**Notes: what moves the tunnel splitting of an $S=4$ Ni$_4$ cluster, in which direction, and by how much?**

Four ferromagnetically coupled Ni(II) ions with $s=1$ give $S=4$. I treat that multiplet as one spin,

$$H=-DS_z^2+E(S_x^2-S_y^2)-g\mu_BBS_x,\qquad D>E>0,$$

with dimensionless spin operators. The easy axis is $z$, the medium axis $y$, the hard axis $x$. The spectrum is even in $B$, so the sign of the Zeeman term is immaterial. $\Delta$ is the gap between the two lowest levels.

Inputs: $D/k_B=0.85$ K (typical of Ni$_4$ cubanes, $D/h=17.71$ GHz), $g=2.2$ (typical, treated as isotropic), $E/k_B=0.085$ K (assumed). A cubane with a fourfold improper axis has $E=0$ by symmetry, so my $E$ stands for a cluster of lowered symmetry, and every number below is the model's.

**The result I work from**

Up to a constant the anisotropy is $(D+E)S_x^2+(D-E)S_y^2$. Let $u$ be the $x$ component of the unit spin vector and $\phi$ the azimuth from $z$ towards $y$. With $\lambda=(D-E)/(D+E)$ and $b=g\mu_BB/[2S(D+E)]$, the classical energy above its minimum is $S^2(D+E)[(u-b)^2+\lambda(1-u^2)\sin^2\phi]$. The instanton has zero energy, so

$$u=\frac{b\pm i\sqrt\lambda\,\sin\phi\,\sqrt{1-b^2-\lambda\sin^2\phi}}{1-\lambda\sin^2\phi},$$

and its action is the Berry term $iS\int(1-u)\,d\phi$, on the branch with positive real part. Two paths, $\phi:0\to\pm\pi$, pass on either side of the hard axis. At $b=0$ both have the real action

$$S\int_0^\pi\frac{\sqrt\lambda\sin\phi\,d\phi}{\sqrt{1-\lambda\sin^2\phi}}=S\ln\frac1q,\qquad q=\frac{1-\sqrt\lambda}{1+\sqrt\lambda}=\frac{E}{D+w},\quad w=\sqrt{D^2-E^2}.$$

For $b<\sqrt{1-\lambda}$ the inner root stays real and the phases are $\pm\Phi$, with

$$\Phi=S\int_0^\pi\Big(1-\frac{b}{1-\lambda\sin^2\phi}\Big)d\phi=\pi(S-x),\qquad x=\frac{B}{B_p},\quad B_p=\frac{2\sqrt{2E(E+D)}}{g\mu_B}.$$

Expanding the real action to order $b^2$ lowers it by $Sb^2\sqrt\lambda/(1-\lambda)=\sqrt\lambda\,x^2/S$. Adding the two amplitudes gives, for $x\ll S$,

$$\Delta=\frac{16\,S^{3/2}}{\sqrt\pi}\,\frac{w^{3/2}}{\sqrt{2(D+w)}}\;q^S\,e^{\sqrt\lambda x^2/S}\,|\cos\pi(S-x)|.$$

The prefactor is the fluctuation factor of Enz and Schilling (1986), which I quote rather than derive. I test it twice. For $E\ll D$, order-$S$ perturbation theory for integer $S$ gives $8D(E/8D)^S(2S)!/[(S-1)!]^2$, whose Stirling limit $8DS^{3/2}\pi^{-1/2}(E/2D)^S$ is the same limit of the formula. And I diagonalise $H$. The field oscillation is Garg's (1993).

Reference point: $\lambda=0.818$, $q=0.0501$, action $11.97$, $\Delta/h=4.01$ MHz against $3.88$ MHz from the $9\times9$ matrix. The formula is 3 % high, a $1/S$ correction that largely cancels in ratios at fixed $S$. $B_p=0.540$ T.

**Change 1: $E$ up by 10 %**

Reasoning. Going from $m=4$ to $m=-4$ takes four steps of $S_-^2$, each carrying one power of $E$. So $\Delta$ rises about as $1.1^4=1.464$. In instanton terms $\partial\ln q/\partial\ln E=D/w=1.005$, an exponent of $4.02$, slightly offset by the prefactor. The period has exponent $\tfrac12[1+E/(D+E)]=0.545$ and should grow weakly.

Calculation ($E/k_B=0.0935$ K). Formula and matrix both give a factor $1.465$; $B_p$ grows by 5.4 %.

**Change 2: $D$ up by 10 % at fixed $E$**

Reasoning. The four steps have three energy denominators, so $\Delta\approx\tfrac{35}{16}E^4/D^3$ falls to $1.1^{-3}=0.751$. The period still grows, because $D+E$ is the stiffness against canting towards $x$: a given field cants the spin less and removes less Berry phase. The exponent is $\tfrac12D/(D+E)=0.455$.

Calculation ($D/k_B=0.935$ K). Both routes give $0.751$; $B_p$ grows by 4.4 %. So $E$ and $D$ push $\Delta$ in opposite directions and $B_p$ in the same one, which lets the pair $(\Delta,B_p)$ tell the two changes apart.

**Change 3: one Ni replaced by diamagnetic Zn, $S=3$**

I hold $D$, $E$, $g$ fixed and keep the coupling ferromagnetic. This is hypothetical, since a real substitution alters all three.

Reasoning. One step fewer removes a factor $q$, so $\Delta$ rises by $1/q=19.9$, reduced by $(3/4)^{3/2}=0.650$, to a factor $13.0$. $B_p$ contains no $S$. The sign of $\cos\pi S$ flips: with the standard phases of $|m\rangle$, the ground state changes from mainly $|4\rangle+|{-4}\rangle$ to mainly $|3\rangle-|{-3}\rangle$, and the matrices confirm this.

| case, $B=0$ | $\Delta/h$ formula (MHz) | $\Delta/h$ matrix (MHz) | $B_p$ (T) |
|---|---|---|---|
| reference | 4.01 | 3.88 | 0.540 |
| $E$ +10 % | 5.88 | 5.69 | 0.568 |
| $D$ +10 % | 3.01 | 2.92 | 0.564 |
| $S=3$ | 52.0 | 49.7 | 0.540 |

**Change 4: one Ni replaced by Cu(II), $s=1/2$, $S=7/2$**

Same hypothetical freezing of parameters.

Reasoning. Smooth interpolation in $q^S$ would put $\Delta$ between the $S=4$ and $S=3$ values. But the two paths now differ in phase by $2\pi S=7\pi$ and cancel, so $\Delta(0)=0$, as Kramers degeneracy demands. The zeros move to integer $x$, and a small hard-axis field opens the gap where for $S=4$ it closes it.

Calculation. At $x=\tfrac12$ the formula gives $15.6$ MHz, and the $8\times8$ matrix agrees within 6 %. The interpolated size was there all along, hidden by the cosine.

**Change 5: a field of $0.27$ T, along $x$ or along $y$**

Reasoning for $x$. Canting shrinks the solid angle between the paths, the phases slip, and $\Delta$ first falls although the barrier is lowered. Zeros sit at $x=\tfrac12,\tfrac32,\tfrac52,\tfrac72$, that is $0.27$, $0.81$, $1.35$, $1.89$ T, all below $x=S$ ($2.16$ T), where the inner root turns imaginary and the oscillation ends. The matrix is degenerate at all four fields to rounding accuracy, so the positions are better than the semiclassical argument promises.

Reasoning for $y$. The field favours the path through $+y$ and penalises the other. The phases stay equal and the real actions split, so a cosine should become a hyperbolic cosine. Swapping $x$ and $y$ is $E\to-E$, which sends $\lambda\to1/\lambda$ and $x^2\to-\eta^2$ with $\eta^2=(g\mu_BB)^2/[8E(D-E)]$:

$$\frac{\Delta(B_y)}{\Delta(0)}\approx\cosh(\pi\eta)\,e^{-\eta^2/(S\sqrt\lambda)}.$$

Calculation at $B=B_p/2$: $\eta=1/(2\sqrt\lambda)=0.553$, and $2.93\times0.919=2.7$. The matrix agrees within 5 %. The same field strength gives zero along $x$ and a near tripling along $y$.

**Change 6: a fourfold term $\tfrac C2(S_+^4+S_-^4)$, axes aligned with those of $E$**

The model neglects this term, and in a fourfold cubane it is the leading transverse one, with $|C|/k_B\approx6\times10^{-4}$ K typical.

Reasoning. It bridges $4\to0\to-4$ in two steps, so it competes once $C\sim E^2/D$ up to numerical factors. Each energy denominator brings a minus sign: the pure paths ($E^4$, $C^2$) have an odd number, the mixed ones ($E^2C$) two. Positive $C$ interferes destructively, negative $C$ constructively.

Calculation. All paths share the matrix element $8!$, and the intermediate levels lie $12D$ ($m=\pm2$) and $16D$ ($m=0$) above the doublet:

$$\Delta=2\cdot8!\left|\frac{(E/2)^4}{2304D^3}-\frac{5\,(E/2)^2(C/2)}{288D^2}+\frac{(C/2)^2}{16D}\right|=\frac{1260}{D}\left|\Big(C-\frac{E^2}{72D}\Big)\Big(C-\frac{E^2}{8D}\Big)\right|.$$

The zero-field gap closes near $C/k_B=1.2\times10^{-4}$ K and $1.1\times10^{-3}$ K, a quench at integer spin. For $C/k_B=+6\times10^{-4}$ K I get $6.9$ MHz (matrix $6.8$ MHz) with the antisymmetric state now lowest. For $-6\times10^{-4}$ K I get $36.9$ MHz (matrix $37.2$ MHz). With $E=0$ the term alone gives $11.1$ MHz. So $C$ is no correction at my $E$: it changes $\Delta$ by up to an order of magnitude, and the expression for $B_p$ no longer applies.

**Other rivals and where the model stands**

A longitudinal field detunes the doublet by $2Sg\mu_BB_z$, which equals the reference $\Delta$ at $16$ μT. An assumed dipolar field of 1 mT is far larger, so in a crystal $\Delta$ shows up only when a swept $B_z$ carries each molecule through resonance. The same 1 mT along $x$ fills the first zero only to $\pi e^{\sqrt\lambda/16}\,(1\ \mathrm{mT})/B_p=0.6$ % of $\Delta(0)$, so the quench survives it.

The model's $3.88$ MHz follows from an assumed $E$ through a fourth power. Fourfold Ni$_4$ cubanes typically have a ground splitting of order 10 MHz that comes from $C$, so the biaxial model falls short by roughly a factor of three and by a different mechanism. The exponents and the period describe a Ni$_4$ cluster only when $|C|\ll E^2/72D$. The parity rule is sturdier. The fourfold term is even under time reversal, so the zero-field quench at half-integer $S$ holds for any $C$, while the $S=4$ gap closes only at the two isolated values of Change 6. The even/odd sign rule of Change 3 also survives for $C<0$, where all paths add with the same sign.